Dear colleague,

The slope of your lateral pnp output curves and the current gain are tied together by the collector junction capacitance. I derive that link below from stated premises, because in a lateral device it is easy to insert the wrong capacitance, the wrong area or the wrong definition of the Early voltage.

**Conventions.** The coordinate $x$ runs along the surface from emitter to collector. The neutral n-type base fills $0<x<W$, between the edges of the two depletion layers. The forward bias $V_{EB}$ and the reverse bias $V_{BC}$ are positive in the active mode, and $V_{EC}=V_{EB}+V_{BC}$. I write $V_T=k_BT/q$. Currents, charges and capacitances are per unit area of the facing sidewalls. Symmetric doping means that emitter and collector are the same p-type diffusion, with acceptor density $N_A$, so both junctions share one $C_j(V)$ curve. For an npn device exchange $n\leftrightarrow p$ and $D_p\leftrightarrow D_n$ everywhere. I define the Early voltage (after Early, 1952) locally,

$$V_A\equiv\left(\frac{\partial\ln J_C}{\partial V_{BC}}\right)^{-1}_{V_{EB}}=\frac{J_C}{g_o}.$$

At fixed $V_{EB}$ we have $dV_{EC}=dV_{BC}$, so $g_o$ is the slope of the output curve. The tangent to that curve reaches zero current at $V_{EC}-V_A$, so the intercept you read off has magnitude $V_A-V_{EC}$, not $V_A$.

**Premises.**

- P1. Steady, one-dimensional drift and diffusion in the base, with Boltzmann statistics: $np=n_i^2(x)\,e^{(E_{Fn}-E_{Fp})/k_BT}$ and $\mu_pk_BT=qD_p$. The local gap and densities of states sit in $n_i^2(x)$.
- P2. Low injection: in the neutral base $n(x)=N_D(x)$, independent of bias, and $E_{Fn}$ is flat.
- P3. No recombination or generation in the base or the depletion layers, so the hole current is constant in $x$.
- P4. Sharp depletion edges, no mobile charge inside the collector layer, and each quasi-Fermi level flat across the layers.
- P5. The base current is electron injection into the emitter.

**1. Collector current.** In a material of varying gap the hole current is $J_p=\mu_p\,p\,dE_{Fp}/dx$; this form already holds the electric field and the forces from the band-edge gradients. Set $u=(E_{Fn}-E_{Fp})/k_BT$. By P2, $dE_{Fp}/dx=-k_BT\,du/dx$, and by P1, $p=(n_i^2/n)e^{u}$. Hence

$$J_p=-qD_p\,\frac{n_i^2}{n}\,e^{u}\frac{du}{dx}=-q\,\frac{D_pn_i^2}{n}\,\frac{d(e^{u})}{dx}.$$

Multiply by $n/(D_pn_i^2)$ and integrate over the base. By P3, $J_p=J_C$ leaves the integral. By P4, $E_{Fp}(0)$ is the emitter Fermi level, which lies $qV_{EB}$ below $E_{Fn}$, so $u(0)=V_{EB}/V_T$; likewise $u(W)=-V_{BC}/V_T$. Therefore

$$J_C=\frac{q}{G_B}\left(e^{V_{EB}/V_T}-e^{-V_{BC}/V_T}\right),\qquad G_B=\int_0^W\frac{n}{D_p\,n_i^2}\,dx. \tag{1}$$

This is the Moll–Ross relation (1956) in Kroemer's form for a nonuniform gap (1985). With $n_i^2$ inside the integral, the Gummel number $G_B$ has units cm² s. The second exponential adds $e^{-V_{EC}/V_T}/V_T$ to $\partial\ln J_C/\partial V_{BC}$, to leading order. This is negligible against $1/V_A$ once $V_{EC}$ exceeds $V_T\ln(V_A/V_T)$ by several $V_T$, and I drop it.

**2. How the collector bias enters.** Now $J_C$ depends on $V_{BC}$ only through $G_B$. By P2 the integrand is fixed in the crystal, and the emitter edge is fixed by $V_{EB}$, so only the upper limit moves:

$$\frac{\partial G_B}{\partial V_{BC}}=\frac{n(W)}{D_p(W)\,n_i^2(W)}\,\frac{\partial W}{\partial V_{BC}}. \tag{2}$$

**3. The moving edge is the capacitance.** When the edge retreats by $-dW>0$ it uncovers donors of charge $dQ=-q\,n(W)\,dW$. The p side uncovers the opposite charge, since the field vanishes in both neutral regions. The two added sheets lie a depletion width $w_C$ apart and add the uniform field $dQ/\varepsilon$ between them, so $dV_{BC}=w_C\,dQ/\varepsilon$ for any doping profile. Thus

$$C_{jC}=\frac{dQ}{dV_{BC}}=\frac{\varepsilon}{w_C}=-q\,n(W)\,\frac{\partial W}{\partial V_{BC}}. \tag{3}$$

No assumption on how the layer divides between base and collector was needed.

**4. Early voltage.** Inserting (3) in (2) cancels $n(W)$: $\partial G_B/\partial V_{BC}=-C_{jC}/[qD_p(W)n_i^2(W)]$. From (1), $1/V_A=-G_B^{-1}\,\partial G_B/\partial V_{BC}$, so

$$V_A=\frac{q\,D_p(W)\,n_i^2(W)\,G_B}{C_{jC}}=\frac{q}{C_{jC}}\int_0^W n(x)\,\frac{D_p(W)\,n_i^2(W)}{D_p(x)\,n_i^2(x)}\,dx. \tag{4}$$

The second form shows the content: $V_A$ is a weighted majority charge over a capacitance, each slice being weighted by its resistance to minority flow relative to the slice that the collector removes.

**5. Uniform gap.** If $n_i^2$ and $D_p$ are both uniform, the weight is one and

$$V_A=\frac{Q_B}{C_{jC}},\qquad Q_B=q\int_0^W n\,dx. \tag{5}$$

A uniform gap alone is not enough, since $D_p$ follows the doping. With $D_p$ held uniform, a doping gradient acts only through $Q_B$ and $C_{jC}$. In a lateral pnp cut from a uniform epitaxial layer both conditions hold along $x$.

For a uniform base and an abrupt junction, (5) closes. Let $x_C$ be the base-side part of $w_C$. Neutrality gives $w_C=x_C(1+N_D/N_A)$. The field is a triangle of height $qN_Dx_C/\varepsilon$ and base $w_C$, so $V_{bi}+V_{BC}=qN_Dx_Cw_C/2\varepsilon$. Solving, $x_C=a\sqrt{V_{bi}+V_{BC}}$ with $a^2=2\varepsilon N_A/[qN_D(N_A+N_D)]$, and

$$V_A=\frac{qN_DW\,w_C}{\varepsilon}=2\,(V_{bi}+V_{BC})\,\frac{W}{x_C}. \tag{6}$$

Since $N_A\gg N_D$, nearly all of the layer lies in the base. That is the price of symmetric doping: no lightly doped collector absorbs the depletion, and $C_{jC}$ is set by the base doping.

**6. Linear grading of the gap.** Take $N_D$ and $D_p$ uniform and let the gap fall linearly toward the collector, with unchanged densities of states. The grade is fixed in the crystal. Let $\eta$ be the gap drop across the neutral base at the operating point, in units of $k_BT$, so that $n_i^2(x)=n_i^2(0)e^{\eta x/W}$ there. The weight in (4) is $e^{\eta(1-x/W)}$, and

$$V_A=\frac{qN_D}{C_{jC}}\int_0^We^{\eta(1-x/W)}dx=\frac{Q_B}{C_{jC}}\,\frac{e^\eta-1}{\eta}. \tag{7}$$

The same integral gives $G_B=[N_DW/D_pn_i^2(0)]\,(1-e^{-\eta})/\eta$. Relative to a uniform base with the emitter-edge gap and the same $C_{jC}$, $J_C$ rises by $\eta/(1-e^{-\eta})$. The two factors multiply to $e^\eta$. For $\eta=2$, a drop of 52 meV at 300 K, they are 3.19 and 2.31, with product 7.39. The slices near the wide-gap emitter end dominate $G_B$, and the collector trims the end that matters least. Your all-silicon device has $\eta=0$.

**7. Gain and the product.** Repeat step 1 for electrons in the neutral emitter, where $E_{Fp}$ is flat. For an emitter short against the electron diffusion length, ending on an ohmic contact where $u=0$,

$$J_B=\frac{q}{G_E}\left(e^{V_{EB}/V_T}-1\right),\qquad G_E=\int_{\rm emitter}\frac{p}{D_n\,n_i^2}\,dx,$$

with heavy-doping gap narrowing included in the emitter's $n_i^2$. For $V_{EB}\gg V_T$ the exponentials cancel in the ratio, $\beta_0=J_C/J_B=G_E/G_B$. Multiply by (4):

$$\beta_0V_A=\frac{q\,D_p(W)\,n_i^2(W)\,G_E}{C_{jC}}. \tag{8}$$

$G_B$ has cancelled. The product ignores the base width and the interior profile of doping and gap. It still depends on the base at the collector edge, through $D_p(W)$, $n_i^2(W)$ and $C_{jC}$. In the symmetric lateral pnp, $C_{jC}\simeq[q\varepsilon N_D/2(V_{bi}+V_{BC})]^{1/2}$, so at fixed $D_p$ the product falls as $N_D^{-1/2}$. Spacing trades gain for Early voltage at constant product; epitaxial doping does not.

**8. The emitter edge.** Raising $V_{EB}$ shrinks the emitter layer and widens the base. Steps 2 and 3 at the lower limit give $\partial\ln J_C/\partial V_{EB}=1/V_T-1/V_B$ at fixed $V_{BC}$, with $V_B=qD_p(0)n_i^2(0)G_B/C_{jE}$. The collector ideality factor is $(1-V_T/V_B)^{-1}$. For a uniform base and identical abrupt junctions,

$$\frac{V_A}{V_B}=\frac{C_{jE}}{C_{jC}}=\sqrt{\frac{V_{bi}+V_{BC}}{V_{bi}-V_{EB}}}.$$

The two voltages differ only because one junction is forward biased. In the one-dimensional strip, swapping emitter and collector leads reproduces the same curves.

**9. What P3 and P5 hide.** A wide base recombines. With lifetime $\tau_p$ and $L^2=D_p\tau_p$, the uniform-base profile is $p=p(0)\sinh[(W-x)/L]/\sinh(W/L)$. The collected current is $qD_pp(0)/[L\sinh(W/L)]$, whose logarithmic derivative is $-\coth(W/L)/L\simeq-(1/W)(1+W^2/3L^2)$. So $V_A$ at fixed $V_{EB}$ falls only by the fraction $W^2/3L^2$. The recombined current $q\int p\,dx/\tau_p$, divided by $J_C$, is $\cosh(W/L)-1\simeq W^2/2L^2$, and this competes with $1/\beta_0$.

A bulk device has two more base currents. Electrons enter the emitter through its floor as well, which multiplies the injection term by $r$, the ratio of total junction area to facing sidewall. Holes also fill the neutral layer of thickness $t\ll L$ between the floor and a reflecting n⁺ buried layer, and recombine at the rate $q\,p(0)\,t/\tau_p$ per floor area. With $s=r-1$ the ratio of floor to sidewall area, and $J_C=qD_pp(0)/W$,

$$\frac1\beta=\frac r{\beta_0}+\frac{s\,t\,W}{L^2}+\frac{W^2}{2L^2}. \tag{9}$$

The first two terms are linear in $W$, because those currents do not feel the collector. They can be absorbed in an effective $G_E$, and the product stays independent of $W$, although the floor term brings in a further dependence on $N_D$ through $p(0)$. The last term is quadratic in $W$. If $f$ is its share of $1/\beta$, then $d\ln\beta/d\ln W=-(1+f)$. A curve taken at fixed base current has $J_C=\beta J_B$, so

$$V_A\big|_{I_B}=\frac{V_A}{1+f},$$

up to a relative correction of order $fV_T/V_B$ from the small shift of $V_{EB}$. The product $\beta V_A$ is $(1-f)$ times its value without that term. Comparing your two kinds of output curve gives $f$ within this model.

**10. Range of validity.**

- Active mode, $V_{EC}$ well above $V_T\ln(V_A/V_T)$, and $W>0$ (no punch-through).
- Low injection, $p(0)=(n_i^2/N_D)e^{V_{EB}/V_T}\ll N_D$. The light base of a lateral pnp violates this early.
- Hole density in transit $J_C/qv_s\ll N_D$, with $v_s$ the saturation velocity. The edge condition $p(W)=J_C/qv_s$ adds $n(W)/[n_i^2(W)v_s]$ to $G_B$, which in a uniform base raises $V_A$ by the fraction $D_p/Wv_s$.
- Depletion edges are smeared over a Debye length, which shifts the effective junction voltage by order $V_T$. The relative effect on a capacitance is of order $V_T/(V_{bi}+V_{BC})$ or $V_T/(V_{bi}-V_{EB})$.
- No avalanche: with multiplication factor $M$, $dM/dV_{BC}\ll1/V_A$ at fixed $V_{EB}$, and the stricter $\beta\,dM/dV_{BC}\ll1/V_A$ at fixed $I_B$.
- No self-heating: with thermal resistance $R_{th}$, $dT/dV_{EC}\simeq R_{th}I_C$, so we need $R_{th}I_C\,(\partial\ln J_C/\partial T)\ll1/V_A$.
- No recombination current in the emitter depletion layer or at its surface edge. It lowers $\beta$ at low current and spoils (8), not (4).
- For (7), the valence-band edge must present no barrier to holes at the collector edge, so any step back to a wider gap has to lie inside the depletion layer.
- One dimension. $C_{jC}$ belongs to the sidewall facing the emitter; the terminal capacitance includes the floor and outer wall of the collector and must not be used. Deeper, longer hole paths act in parallel, $1/V_A=\sum_k(I_k/I_C)/V_{A,k}$, and those with larger $W$ raise the total.

**11. Illustration.** Take $T=300$ K, so $V_T=25.852$ mV, and the compiled static dielectric constant 11.7 of Si (Ioffe Institute), so $\varepsilon=1.036\times10^{-12}$ F/cm. Assumed design: $N_D=5\times10^{15}$ cm⁻³, $N_A=5\times10^{18}$ cm⁻³, abrupt junctions $W_0=7.0$ µm apart, neutral emitter length 2.0 µm, $V_{EB}=0.55$ V, $V_{BC}=5$ V. Typical approximate material inputs: $n_i=1.0\times10^{10}$ cm⁻³, $D_p=11$ cm²/s in the base, $D_n=5$ cm²/s and an apparent gap narrowing of 50 meV in the emitter, $v_s=10^7$ cm/s.

Then $V_{bi}=V_T\ln(N_AN_D/n_i^2)=0.857$ V and $a=0.5083$ µm V$^{-1/2}$. The junction voltages are 0.307 V and 5.857 V, giving $x_E=0.282$ µm, $x_C=1.230$ µm, $w_C=1.231$ µm and $W=W_0-x_E-x_C=5.488$ µm. Hence $C_{jC}=8.41$ nF/cm², $Q_B=qN_DW=440$ nC/cm² and

$$V_A=Q_B/C_{jC}=52.3\ \text{V},$$

as (6) also gives. With $V_{EC}=5.55$ V the tangent intercept is 47 V. At $V_{BC}=2$ and 10 V, (6) gives $V_A=39.0$ and 65.4 V, with intercepts 36 and 55 V, so no single intercept describes the curve; quote the bias. On the emitter side $C_{jE}=37$ nF/cm², $V_B=12$ V, $V_A/V_B=4.4$, and the ideality factor is 1.002.

The Gummel numbers are $G_B=N_DW/D_pn_i^2=2.49\times10^{-9}$ cm² s and, with the narrowing factor $e^{50/25.852}=6.92$ on $n_i^2$, $G_E=2.89\times10^{-7}$ cm² s. So $J_C=0.11$ A/cm², $\beta_0=116$ and $\beta_0V_A=6.1\times10^3$ V. Changing only the spacing:

| $W_0$ (µm) | $W$ (µm) | $V_A$ (V) | $\beta_0$ | $\beta_0V_A$ (kV) |
|---|---|---|---|---|
| 5.0 | 3.488 | 33.2 | 182 | 6.1 |
| 7.0 | 5.488 | 52.3 | 116 | 6.1 |
| 9.0 | 7.488 | 71.3 | 85 | 6.1 |

Doubling $N_D$ instead, at fixed $D_p$, multiplies the product by 0.71.

The sizes of the neglected terms are as follows. The saturation threshold is 0.20 V. The injected density is $p(0)=3.5\times10^{13}$ cm⁻³, or 0.7 % of $N_D$. The transit density is $7\times10^{10}$ cm⁻³ and $D_p/Wv_s=0.2$ %. Edge smearing is of order 0.4 % on $C_{jC}$ but 8 % on $C_{jE}$, hence two figures for $V_B$. I left the narrowing out of $V_{bi}$; subtracting the full 50 mV raises $C_{jC}$ by 0.4 % and $W$ by 0.5 %, with opposite effects on $V_A$. For heating, the leading term of $\partial\ln J_C/\partial T$ is $(E_g/q-V_{EB})/V_TT=0.073$ K⁻¹ with the compiled gap 1.12 eV (Wing 2021). A hemispherical source of radius $b=10$ µm in bulk Si has $R_{th}=1/2\pi\kappa b=122$ K/W with the compiled $\kappa=130$ W/(m K) (Ioffe Institute). At $I_C=1$ µA the thermal slope is 0.05 % of $1/V_A$; a buried oxide would raise it. The third figure of $V_A$ is therefore arithmetic, good to about one per cent within the model.

The gain is far less protected. With an assumed $\tau_p=5$ µs, $L=74$ µm, and $W^2/3L^2=0.2$ % leaves $V_A$ alone, but $W^2/2L^2=0.0027$ stands against $1/\beta_0=0.0086$. For the pure strip ($r=1$, $s=0$), $\beta=88$, $f=0.24$, $V_A|_{I_B}=42$ V and $\beta V_A=4.6\times10^3$ V. For an assumed bulk geometry $r=3$, $s=2$, $t=3$ µm, (9) reads $1/\beta=0.0259+0.0060+0.0027=0.0346$, so $\beta=29$, $f=0.08$, $V_A|_{I_B}=48$ V and $\beta V_A=1.5\times10^3$ V.

These numbers are the model's, not those of a real transistor. I chose the spacing, doping, lifetime and area ratios so that the bulk case lands on behaviour typical of lateral pnp devices in wide-base analog processes, roughly 50 V and a gain of a few tens, so the match tests nothing. The ideal product of $6.1\times10^3$ V lies a factor 4 above the model's bulk value, and the difference comes from base currents outside the one-dimensional strip and from recombination. What your layouts can test is the scaling: $V_A$ linear in $W$, and $\beta V_A$ flat against spacing as long as $f$ is small.